Zinc blende ZnS seen along [111] is a stack of corner-sharing tetrahedra that all have one orientation. In wurtzite the tetrahedra of every second layer are turned by 180° about the stacking axis. Martin's transformation (1972) estimates the wurtzite elastic constants from the cubic ones by treating the crystal as an equal mixture of these two orientations, each with the cubic stiffness.

Conventions. Voigt notation with engineering shears (e4 = 2ε_yz, e5 = 2ε_xz, e6 = 2ε_xy), energy density U = ½ Σ Cij ei ej, constants at fixed electric field, in GPa. As inputs take typical approximate values for sphalerite: C11 = 104, C12 = 65, C44 = 46. Define C′ = (C11 − C12)/2 = 19.5 and H = C11 − C12 − 2C44 = −53. All results are the model's. One decimal is kept only so that two calculations with the same inputs can be subtracted.

1. The rotation

Take x ∥ [1 −1 0], y ∥ [1 1 −2], z ∥ [1 1 1]. For unit vectors a, b, c, d of this frame the cubic tensor is

C(abcd) = C12 (a·b)(c·d) + C44 [(a·c)(b·d) + (a·d)(b·c)] + H Σn an bn cn dn,

with n running over the cube axes. The sums are Σx⁴ = 1/2, Σx²y² = 1/6, Σx²z² = Σy²z² = Σz⁴ = 1/3, and Σx²yz = −Σy³z = √2/6. Hence

C̄11 = (C11 + C12 + 2C44)/2 = 130.5
C̄12 = (C11 + 5C12 − 2C44)/6 = 56.2
C̄13 = (C11 + 2C12 − 2C44)/3 = 47.3
C̄33 = (C11 + 2C12 + 4C44)/3 = 139.3
C̄44 = (2C′ + C44)/3 = 28.3
C̄66 = (C′ + 2C44)/3 = 37.2
C̄14 = −C̄24 = C̄56 = Δ = (√2/6) H = −12.5, and Δ² = 156 GPa².

Predict: which of these change when the crystal is turned by 180° about z?

The turn sends x → −x and y → −y, so a component changes sign if it carries an odd number of in-plane indices. Only the Δ terms do. The plain average has hexagonal form with no Δ. The two orientations may, however, take strains e + η and e − η around the mean e, and relaxing η lowers the energy at order Δ². No Δ term involves e3 or e1 + e2, so C13 and C33 keep their barred values.

2. An attempt that is wrong

What follows contains a slip, and its results are wrong. Try to find the faulty line before reading section 4.

(a) Δ couples the in-plane shears e1 − e2 and e6, of stiffness C̄66, to the out-of-plane shears e4 and e5, of stiffness C̄44.
(b) A relaxation of second order lowers a stiffness by (coupling)²/(stiffness).
(c) For an in-plane shear the stiffness in the denominator is C̄66, giving Δ²/C̄66 = 4.2; for an out-of-plane shear it is C̄44, giving Δ²/C̄44 = 5.5.
(d) Wrong results:
C11 = C̄11 − Δ²/C̄66 = 126.3
C12 = C̄12 + Δ²/C̄66 = 60.4
C44 = C̄44 − Δ²/C̄44 = 22.8
C66 = C̄66 − Δ²/C̄66 = 33.0

Predict: which of these tests catches it? (i) the hexagonal identity C66 = (C11 − C12)/2; (ii) the isotropic limit H = 0; (iii) the bulk modulus; (iv) a lower bound on C44.

3. The symptom

Tests (i) to (iii) pass. The identity holds because the same correction enters C11, C12 and C66. At H = 0 every correction vanishes. The bulk modulus depends on C13, C33 and C11 + C12 = 186.7, from which the correction cancels whatever its denominator.

Test (iv) fails. In either orientation the pair (e6, e5) has the stiffness block with diagonal C̄66, C̄44 and off-diagonal ±Δ. With Δ = (√2/3)(C′ − C44), its trace is C′ + C44 and its determinant is

C̄44 C̄66 − Δ² = [(2C′ + C44)(C′ + 2C44) − 2(C′ − C44)²]/9 = C′C44 = 897 GPa².

Its eigenvalues are therefore the cubic shear moduli C′ and C44. Apply a uniform stress σ5. Inverting the block, both orientations respond with e5 = σ5 C̄66/(C′C44), and their e6 responses are opposite and cancel in the mean. A uniform stress field is in equilibrium everywhere, so by the principle of minimum complementary energy no equal-volume elastic arrangement of the two orientations is softer than this (the Reuss bound):

C44 ≥ C′C44/C̄66 = 24.1,

where the left side is the constant of the mixture. The attempt gave 22.8, below the floor.

Predict: what does the attempt give as C′ → 0, where the cubic crystal reaches its Born limit?

Then C̄44 = C44/3, C̄66 = 2C44/3 and Δ² = 2C44²/9, so the attempt's C44 tends to −C44/3. It turns negative once |Δ| > C̄44, that is for a Zener ratio C44/C′ above 4 + 3√2 = 8.24. A mixture of two stable solids cannot have a negative shear modulus. ZnS, with ratio 2.36, stays positive, which is why the slip looks harmless there.

4. The faulty line

Line (c). The denominator in (b) is the stiffness of the variable that relaxes, not of the strain that is imposed. The imposed strain is held fixed, and its stiffness is the quantity being corrected.

5. The mended calculation

Average the energies of the orientation with +Δ at strain e + η and the one with −Δ at strain e − η. With U0 the Δ-free hexagonal energy, its cross terms cancel and the cross terms of the Δ part survive:

U = U0(e) + U0(η) + Δ[(e1 − e2)η4 + e6 η5 + (η1 − η2)e4 + e5 η6].

Predict: for imposed e1 − e2, which component of η appears, and what does it cost?

It is η4, costing ½C̄44 η4². The minimum of ½C̄44 η4² + Δ(e1 − e2)η4 lies at η4 = −Δ(e1 − e2)/C̄44 and equals −Δ²(e1 − e2)²/(2C̄44). Comparing with ½C11(e1² + e2²) + C12 e1e2 lowers C11 and raises C12 by Δ²/C̄44. Imposed e6 drives η5 and lowers C66 by the same amount.

Imposed e4 drives η1 = −η2 = t, costing (C̄11 − C̄12)t² = 2C̄66 t². The minimum of 2C̄66 t² + 2Δ t e4 is −Δ² e4²/(2C̄66). Imposed e5 drives η6 with the same outcome. The wurtzite values, marked w, are

C11w = C̄11 − Δ²/C̄44 = 125.0
C12w = C̄12 + Δ²/C̄44 = 61.7
C13w = C̄13 = 47.3
C33w = C̄33 = 139.3
C44w = C̄44 − Δ²/C̄66 = C′C44/C̄66 = 24.1
C66w = C̄66 − Δ²/C̄44 = C′C44/C̄44 = 31.7

Free minimisation over η makes the stresses in the two orientations equal, so this result is the Reuss average itself, and C44w sits on the bound. Both shear constants are positive for any stable cubic input. A one-line test follows: C44w C̄66 and C66w C̄44 must both equal C′C44 = 897. The attempt gives 848 and 934.

6. The size of the error

Every affected constant is off by the same magnitude,

δ = Δ²(1/C̄44 − 1/C̄66) = 2(C44 − C′)³/[3(2C′ + C44)(C′ + 2C44)] = 1.3 GPa,

cubic in the anisotropy. Attempt minus mended, relative to mended:

C11: +1.0 %
C12: −2.1 %
C44: −5.4 %
C66: +4.1 %

The ratio C44/C66 should equal C̄44/C̄66 = 0.76, and the attempt gives 0.69. Raising the input C′ by 0.5 GPa at fixed C44 moves C44w by 0.5 GPa but δ by only −0.1 GPa, so δ is well defined although the constants are not known to the decimal.

For SiC, going from the cubic 3C to the wurtzite 2H form, take typical approximate inputs 390, 142 and 256 GPa. Then C′ = 124, C̄44 = 168 and C̄66 = 212. The model gives C44w = 150 and C66w = 189, the attempt 145 and 194, with δ = 4.8 GPa, or −3.2 % and +2.5 %.

7. A limit of the model that exceeds the slip

Predict: can layers stacked coherently along z really take opposite η4? Opposite η1 − η2?

Opposite η4 or η5 is a zigzag sliding of successive layers, and coherence allows it. The corrections to C11, C12 and C66 therefore also hold for a coherent stack of thick lamellae. Opposite in-plane strains are not allowed, since bonded layers share one in-plane lattice. In wurtzite the basal triangle of each tetrahedron consists of three atoms of one sublattice and follows the macroscopic strain. Setting η1 = η2 = η6 = 0 removes the C44 correction and leaves C̄44. Within the two-orientation picture C44 of ZnS thus lies between 24.1 and 28.3 GPa, a spread of 4.2 GPa that is 3.2 times δ; for SiC the spread is 18 GPa. The picture also assumes ideal tetrahedra with unchanged bond lengths and ignores forces that distinguish the two stackings, which first differ at third neighbours. The mended C44w is the lower end of the model's range, and the swapped denominator puts it outside that range.